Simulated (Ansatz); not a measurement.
**Trial structures of Y₃AlN₄: starts and ends**

These are results of DFT PBE, scalar-relativistic, plane waves, PAW in Ansatz 0.2.0, not measurements. All cells share a 420 eV cutoff and Γ-centred k meshes spaced at most about 0.3 Å⁻¹ (about 0.25 or finer for metals, 2π included). No spin polarisation in the final relaxations.

Each guess was relaxed in cell and atoms at zero pressure, within the symmetry of its start. These are static total energies at zero pressure. Coordination counts N atoms around Al and Y (those within 1.25 times the shortest such distance or 1.15 times the sum of covalent radii; a plus sign parts nearer from farther groups; the shortest distance is added where it is long for a bond; a slash parts the counts of unlike sites). For orderings, «n of Z unlike» gives the unlike atoms among the Z nearest shared sites at the start, averaged over those sites.

| guess | made from | start group | V start (Å³/atom) | end group | V end (Å³/atom) | coordination at the end | gap on mesh (eV) | E over the lowest end (meV/atom) |
| --- | --- | --- | --- | --- | --- | --- | --- | --- |
| 1 | Y/Al on rock salt sites, 4.0 of 12 unlike | P4/mmm | 16.0 | P4/mmm | 13.6 | Y 1+5/6, Al 2+4 | 0.28 | 0 |
| 2 | Y/Al on rock salt sites, 6.0 of 12 unlike | Pm-3m | 16.0 | ? | ? | ? | ? | ? |
| 3 | Y/Al on rock salt sites, 5.0 of 12 unlike | Cmmm | 16.0 | Cmmm | 13.4 | Y 6, Al 4+2 | 0.47 | 1 |
| 4 | Y/Al on rock salt sites, 6.0 of 12 unlike | I4/mmm | 16.0 | I4/mmm | 13.5 | Y 6, Al 2+4 | 0.48 | 19 |

Guess 2 as it starts:

```
Y Al N
1.0
     5.03982    0.00000    0.00000
     0.00000    5.03982    0.00000
     0.00000    0.00000    5.03982
Y Al N
3 1 4
Cartesian
  0.0000 0.0000 2.5199
  2.5199 0.0000 0.0000
  0.0000 2.5199 0.0000
  2.5199 2.5199 2.5199
  2.5199 2.5199 0.0000
  0.0000 2.5199 2.5199
  2.5199 0.0000 2.5199
  0.0000 0.0000 0.0000
```

Q: Predict the end of this guess and its energy over the lowest end.

A: It ends in Y and Al ordered on rock salt sites, space group Pm-3m (No. 221), with a = 4.780 Å, 13.7 Å³/atom and no gap. It lies 60 meV/atom over the lowest end, above guess 4 and so the highest of the set. Counting N atoms around Al and Y, this end has Y 6, Al 6 from 2.4 Å and the lowest (guess 1) has Y 1+5/6, Al 2+4.

```
Y Al N
1.0
     4.78018    0.00000    0.00000
     0.00000    4.78018    0.00000
     0.00000    0.00000    4.78018
Y Al N
3 1 4
Direct
  0.00000 0.00000 0.50000
  0.50000 0.00000 0.00000
  0.00000 0.50000 0.00000
  0.50000 0.50000 0.50000
  0.50000 0.50000 0.00000
  0.00000 0.50000 0.50000
  0.50000 0.00000 0.50000
  0.00000 0.00000 0.00000
```

Formation energies are uncorrected and refer to the elements' standard structures at the same level (N₂ as a molecule).

Q: Is the lowest end bound against the elements?

A: Yes: its formation energy is −1.349 eV/atom. It lies below the elements, which doesn't yet make it stable against other compounds or structures.

Kohn–Sham gaps at this level usually fall short of measured ones. The zero gap of Pm-3m may come from the functional, which often closes small gaps, or the cell may be a true semimetal. Cells relaxed within their symmetry can be saddle points; a later kick test found a lower structure for Y3AlN4 I4/mmm. A lower structure may well exist outside this small set. Some structure types and database cells were kept out of the candidates from the start, so a known form may be missing.

The energies point to a size mismatch between Al and Y on a shared rock salt lattice. In the Pm-3m end every atom sits on a position fixed by symmetry, so Al–N and Y–N distances must be equal. The resulting 2.4 Å suits Y but is long for the smaller Al, which is left underbonded. The other three cells let N move towards Al, splitting its shell into nearer and farther neighbours, and all lie lower. The count of unlike neighbours alone does not explain the ranking, since guesses 2 and 4 start with the same number, in different orderings, yet end well apart. Nor does the split shell alone, as guesses 1 and 4 share the 2+4 pattern.

The formal charges Y³⁺, Al³⁺ and N³⁻ balance, so the missing gap in Pm-3m does not imply surplus carriers. Stretched Al–N contacts probably weaken the antibonding push on Al s-derived states, letting them drop towards the N 2p band. Guesses 1 and 3 are practically degenerate, and vibrational contributions could reverse their order.
